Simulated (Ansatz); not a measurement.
## A series in volume scale on CdAg

All results are calculated (Ansatz 0.2.0). Free energy against uniform scaling of the volume at fixed shape and fractions; periodic cell, basis, potentials, k mesh and filling as listed.

The cell before it is scaled or strained (space group Cmmm, No. 65):
```
CELL_PARAMETERS angstrom
1.68060 -2.39930 0.00000
1.68060 2.39930 0.00000
0.00000 0.00000 4.69340
ATOMIC_POSITIONS crystal
Cd 0.50000 0.50000 0.50000
Ag 0.00000 0.00000 0.00000
```

Settings of every row: functional PBEsol; dispersion none; accuracy low; potentials PAW; wave cutoff 500 eV; density cutoff 2000 eV; k mesh 10x10x6; k shift 0x0x0; occupations methfessel paxton; smearing width 0.2 eV; spin none.

Limits: coarse k mesh, up to 40 meV an atom off; loose SCF threshold; the cell comes from a prototype or a list of computed structures and needn't be the stable phase.

| row | volume scale | V (Å³/atom) | energy above lowest point (meV/atom) |
| --- | --- | --- | --- |
| 1 | 0.94 | 17.79 | ? |
| 2 | 0.96 | 18.168 | 0 |
| 3 | 0.98 | 18.547 | 1.7 |
| 4 | 1 | 18.925 | 7.4 |
| 5 | 1.02 | 19.304 | 16.7 |
| 6 | 1.04 | 19.682 | 29 |
| 7 | 1.06 | 20.061 | 44 |

Question: what energy above lowest point should row 1 give?

Worked fit of energy above lowest point. Take u = (V_r/V)^(2/3) − 1 with V_r = 19.114 Å³ an atom, which is twice the finite (Eulerian) strain; such expansions in the strain, on which the Birch-Murnaghan equation of state is built, carry the rest volume and the bulk modulus. The shown rows have u = 0.03442, 0.02028, 0.00665, -0.00657, -0.01933, -0.03172. Least squares give energy above lowest point = 11.63 − 702.8 × u + 10297 × u² + 8884 × u³ meV/atom; a parabola predicts inner rows, each left out in turn, worse (root mean square 0.11 against 0.023 meV/atom). All shown rows lie on it to the printed digit. Its lowest point lies at u = 0.0327, or V = 18.21 Å³ an atom, and the curvature there gives the bulk modulus at fixed shape and fractions, B = (4/9)(1 + u)² E″(u)/V = 93.2 GPa. Letting shape and atoms relax would as a rule lower it, by much in layered, chain or molecular crystals. The withheld row has u = 0.04902, so the fit gives 11.63 − 702.8 × (0.04902) + 10297 × (0.04902)² + 8884 × (0.04902)³ = 3.0 meV/atom.

The calculation gave 3 meV/atom. The fit meets it to the printed digit. This row lies beyond the range of the fit.
